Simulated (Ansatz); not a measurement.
GaFe3: the change of energy above lowest point and pressure with volume scale

All results are calculated (Ansatz 0.2.0). Free energy against uniform scaling of the volume at fixed shape and fractions; periodic cell, basis, potentials, k mesh and filling as listed.

The cell before it is scaled or strained (space group Fm-3m, No. 225):
```
cell vectors (Å)
   0.0000     2.8916     2.8916
   2.8916     0.0000     2.8916
   2.8916     2.8916     0.0000
atoms (fractions of the cell vectors)
Ga  0.00000  0.00000  0.00000
Fe  0.50000  0.50000  0.50000
Fe  0.75000  0.75000  0.75000
Fe  0.25000  0.25000  0.25000
```

Settings of every row: functional r2SCAN; dispersion none; potentials PAW; wave cutoff 650 eV; density cutoff 2600 eV; k mesh 7x7x7; k shift 0x0x0; occupations fermi dirac; smearing width 0.1 eV; spin collinear.

Limits: coarse k mesh, up to 40 meV an atom off; state may not be the lowest; the cell comes from a prototype or a list of computed structures and needn't be the stable phase.

| row | volume scale | V (Å³/atom) | energy above lowest point (meV/atom) | pressure (GPa) |
| --- | --- | --- | --- | --- |
| 1 | 0.92 | 11.122 | 49.1 | 17.03 |
| 2 | 0.9467 | 11.445 | 21.2 | 10.72 |
| 3 | 0.9733 | 11.766 | 5.4 | 5.15 |
| 4 | 1 | 12.089 | 0 | 0.36 |
| 5 | 1.0267 | 12.412 | ? | ? |
| 6 | 1.0533 | 12.733 | 14.1 | -6.87 |
| 7 | 1.08 | 13.056 | 30.7 | -9.52 |

Question: what energy above lowest point and pressure should row 5 give?

Worked fit of energy above lowest point. Take u = (V_r/V)^(2/3) − 1 with V_r = 11.928 Å³ an atom, which is twice the finite (Eulerian) strain; such expansions in the strain, on which the Birch-Murnaghan equation of state is built, carry the rest volume and the bulk modulus. The shown rows have u = 0.04775, 0.02794, 0.00916, -0.0089, -0.0426, -0.05846. Least squares give energy above lowest point = 1.57 + 293 × u + 14200 × u² + 11083 × u³ meV/atom; a parabola predicts inner rows, each left out in turn, worse (root mean square 0.51 against 0.21 meV/atom). The rows lie off it by 0.0, 0.1, -0.1, -0.1, 0.1, -0.1. The withheld row has u = -0.02617, so the fit gives 1.57 + 293 × (-0.02617) + 14200 × (-0.02617)² + 11083 × (-0.02617)³ = 3.4 meV/atom.

The calculation gave 3.4 meV/atom. The fit meets it to the printed digit.

Worked fit of pressure. Take u = (V_r/V)^(2/3) − 1 with V_r = 11.928 Å³ an atom, which is twice the finite (Eulerian) strain; such expansions in the strain, on which the Birch-Murnaghan equation of state is built, carry the rest volume and the bulk modulus. The shown rows have u = 0.04775, 0.02794, 0.00916, -0.0089, -0.0426, -0.05846. Least squares give pressure = 2.669 + 260.26 × u + 874.1 × u² GPa; a straight line predicts inner rows, each left out in turn, worse (root mean square 0.98 against 0.094 GPa). The rows lie off it by -0.06, 0.10, 0.02, -0.06, -0.04, 0.04 (root mean square 0.059 GPa). The withheld row has u = -0.02617, so the fit gives 2.669 + 260.26 × (-0.02617) + 874.1 × (-0.02617)² = -3.54 GPa.

The calculation gave -3.64 GPa. The fit lies 0.10 GPa (2.7 % of the value, 0.38 % of the column's range) above it; its largest miss of a shown row is 0.10 GPa.
